**Q:** I have a CuH₂ molecule in the gas phase, with copper in the middle and the two Cu–H bonds 123° apart. I would like to know what it costs to open or close that angle, and I have a pencil but no computer. Is there a number worth keeping in my head?

**A:** Keep this one: bending by 10° costs about 2.4 kJ/mol, which is close to the thermal energy RT at room temperature. The cost then grows with the square of the bend, so 20° costs about 10 kJ/mol and 30° about 22 kJ/mol. Written as a formula, with θ for the H–Cu–H angle in degrees,

E ≈ 0.024 kJ/mol × (θ − 123)².

E is the energy above the relaxed molecule. The rule has two constants, the angle of rest and a stiffness, and you can hold it against these calculated values.

Rigid scan of the H–Cu–H angle (2-1-3) in gas-phase CuH2 (doublet), calculated with PySCF 2.14.0 using unrestricted TPSS/def2-TZVP with density fitting and no relativistic treatment. Both Cu–H bonds are held at their relaxed length of 1.53 Å, and energies are relative to the relaxed structure, which has an angle of 123°.

```tsv
angle 2-1-3, bonds fixed (°)	E CuH2 (kJ/mol)	dipole CuH2 (D)
80	42.7	2.74
90	25.4	2.54
100	12.5	2.30
110	4.1	2.03
120	0.2	1.75
130	1.2	1.46
140	7.1	1.17
150	17.9	0.89
160	33.2	0.63
170	52.3	0.41
180	36.7	0.00
```

**Q:** Why the square? I would have guessed that twice the bend costs twice the energy.

**A:** That would be true if the molecule resisted with a constant force. At the angle of rest there is no force either way, because that is what makes it the angle of rest. As you bend, the resistance builds up from zero, at first in proportion to the bend. The work is the average resistance times the bend, and both factors double when the bend doubles, so the energy goes up fourfold.

The same reasoning gives you the slope. The resistance grows by 0.048 kJ/mol per degree for each degree of bend, twice the constant in the rule, because the average over the path is half the final value.

**Q:** Work one through for me. Say I squeeze the angle to 90°.

**A:** The bend is 123 − 90 = 33°. Its square is 1089, and 0.024 times that is 26 kJ/mol. The table has 25.4 in the column E CuH2.

Now go the other way, to 150°. The bend is 27°, its square is 729, and the rule gives 17.5 kJ/mol against 17.9 in the table. One stiffness serves for closing and for opening.

**Q:** Were those two rows used to find the stiffness? If so, I am less impressed.

**A:** They were. The constant comes from a least-squares fit to the nine rows from 80 to 160°, with the angle of rest held at 123° and only the stiffness free. The fit gave 0.0236, which I rounded to 0.024.

You can make a stricter test yourself. Pretend that you know only the row at 90°. It gives a stiffness of 25.4/33² = 0.0233, and with that you predict 0.0233 × 27² = 17.0 kJ/mol at 150°. The calculated value is 17.9, so one point on the closed side foretells the open side to about 5 %.

**Q:** Does theory promise that it works so far out?

**A:** No. The argument about resistance building up in proportion holds for small bends around any smooth minimum. How far "small" reaches differs from molecule to molecule, and here the table has to tell us.

There is a quick way to read it off. Write down the energy differences between neighbouring rows, and then see by how much each difference changes from one to the next. For a perfect square law with 10° steps that change is constant, here 4.8 kJ/mol. Up to 160° the table gives between 4.4 and 4.9, so the molecule behaves as a nearly ideal spring over some 40° on either side of rest.

**Q:** How wrong can I be if I use the rule in that range?

**A:** From 80 to 160° it stays within 2 kJ/mol of the calculation, and the typical error is below half a kJ/mol. The largest error is at 80°, where the rule says 44 and the table 42.7. These errors are measured against one density-functional calculation, so they tell you how well the rule replaces the computer, not how well the computer matches a real molecule.

One more condition matters in a laboratory. The bonds were held at 1.53 Å while the angle changed. In a slow bend they can adjust, which can only lower the energy, so for that purpose the rule leans towards too high a cost.

**Q:** My other interest is the dipole moment, because it decides how strongly the molecule feels an electric field. Can I estimate that as well?

**A:** Yes, and with a single constant. Picture each Cu–H bond as an arrow of length m that lies along the bond. The sideways parts of the two arrows cancel, and the parts along the line that halves the angle add up. Each bond makes an angle θ/2 with that line, so the total is 2m cos(θ/2). For this molecule 2m is about 3.5 D:

dipole ≈ 3.5 D × cos(θ/2).

At 90° the cosine of 45° is 0.71, and the rule gives 2.5 D, against 2.54 in the column dipole CuH2. At 150° the cosine of 75° is 0.26, which makes 0.91 D against 0.89. The constant was found like the stiffness, by least squares on the rows from 80 to 160°, and then rounded. Over those rows the rule is never off by more than 0.07 D.

**Q:** So the dipole drops by a factor of four between 80 and 160° although the bonds stay as polar as they were?

**A:** The first half of your sentence is what the table shows. If you divide each dipole by 2 cos(θ/2), you get an arrow length between 1.71 and 1.81 D on all rows from 80 to 160°. The steep fall is therefore almost entirely what two arrows of fixed length would give as they turn to face away from each other.

The second half goes a step too far. The electron cloud on the copper atom can shift along the same halving line, and its share is mixed into m. Treat m as an effective number that reproduces the total, and don't convert it into charges on the atoms.

**Q:** Now I get greedy. I set θ to 180° to find the cost of straightening the molecule, and your rule gives 78 kJ/mol. The table says 36.7.

**A:** There the rule fails by a factor of two, and the table shows why. From 170 to 180° the energy falls by 15.6 kJ/mol, although the molecule is being bent further from rest. The computed spin value ⟨S²⟩, which is 0.750 for a pure state with one unpaired electron, creeps up to 0.760 at 170° and then drops to 0.751. Both jumps say that the electrons have rearranged: the straight molecule in the last row is in a different electronic state from the bent one. A spring constant measured in one state has no authority over another.

**Q:** Then 170° is the top of a barrier, and beyond it the molecule slides down to the straight form?

**A:** These rows can't tell you that. They belong to two curves, one for each state, and the calculation changed curves between 170 and 180°. There may be a barrier where the curves cross, but 170° is only the last row on the first curve. The second state may already be the lower one at 170°. To find where the curves cross, one would have to start from the straight molecule and follow its state back to smaller angles.

What you can keep is the 36.7 kJ/mol itself, as a ceiling for the straight form within this method, measured from the bent state found here. Letting the bonds of the straight molecule relax, or finding a lower state of it, could only reduce the figure. A lower state of the bent molecule, which the calculation doesn't rule out, would raise it. I would trust it less than the bending energies, because it compares two electronic states. The calculation leaves out relativity, which shifts the 3d and 4s levels of copper against each other, and the functional can misjudge such gaps too.

**Q:** Suppose the electrons had not rearranged. Would the square law have held up to 180°?

**A:** Most likely not, and you can see why without a calculation. Bending past 180° gives the same molecule again, seen from the other side, so the energy curve must be a mirror image about 180°. A smooth curve can do that only if it arrives there level, unless another state touches it at that point. The square law arrives with a slope of 2.7 kJ/mol per degree, so, barring such a contact, it has to give way before the molecule is straight.

**Q:** Why not use a formula that is level at 180° from the start, such as the square of the difference between cos θ and cos 123°?

**A:** It has the right symmetry and the wrong shape. With its one constant fitted to the same nine rows, it misses the calculation by up to 18.5 kJ/mol, about ten times the worst error of the simple square. The bent state keeps climbing steeply up to 170°, so any levelling off has to happen close to the straight shape. A formula that spreads the levelling over the whole range pays for it where you want to use it.

**Q:** What about 170° itself? Can I still use the rules there?

**A:** For the energy of the bent state, yes: the rule gives 53 kJ/mol and the table 52.3, although that row took no part in the fit. The dipole rule gives 0.31 D where the calculation has 0.41, so it is a quarter too low. Divide 0.41 D by 2 cos 85° and the arrow comes out at 2.35 D, well above the 1.81 D at 160°, so its length can no longer be treated as fixed. The table does not say why. I would stop at 160°, the last row where both rules work.

**Q:** And at the closed end?

**A:** Stop at 80°. The two hydrogen atoms are then 1.97 Å apart, well beyond the 0.74 Å or so of an H₂ molecule. If you push them much closer, they can begin to bond with each other, and a rule built on two separate Cu–H bonds has no term for that.

**Q:** If I meet another bent molecule of this kind, what do I need to make my own rule?

**A:** You need its angle of rest, one energy at a clearly different angle, and one dipole, for which the angle of rest will do if the molecule is well bent there. Divide the energy by the square of the bend to get the stiffness, and divide the dipole by cos(θ/2) to get the other constant. Then check one point on the far side of rest before you rely on either.

Take care with the angle of rest, because the rule is sensitive to it. Had you assumed a tidy 120° here, then 90° and 150° would both be bends of 30° and would both cost 22 kJ/mol. The calculated costs are 25.4 and 17.9, so a slip of three degrees puts you wrong by about 4 kJ/mol on each side, in opposite directions.
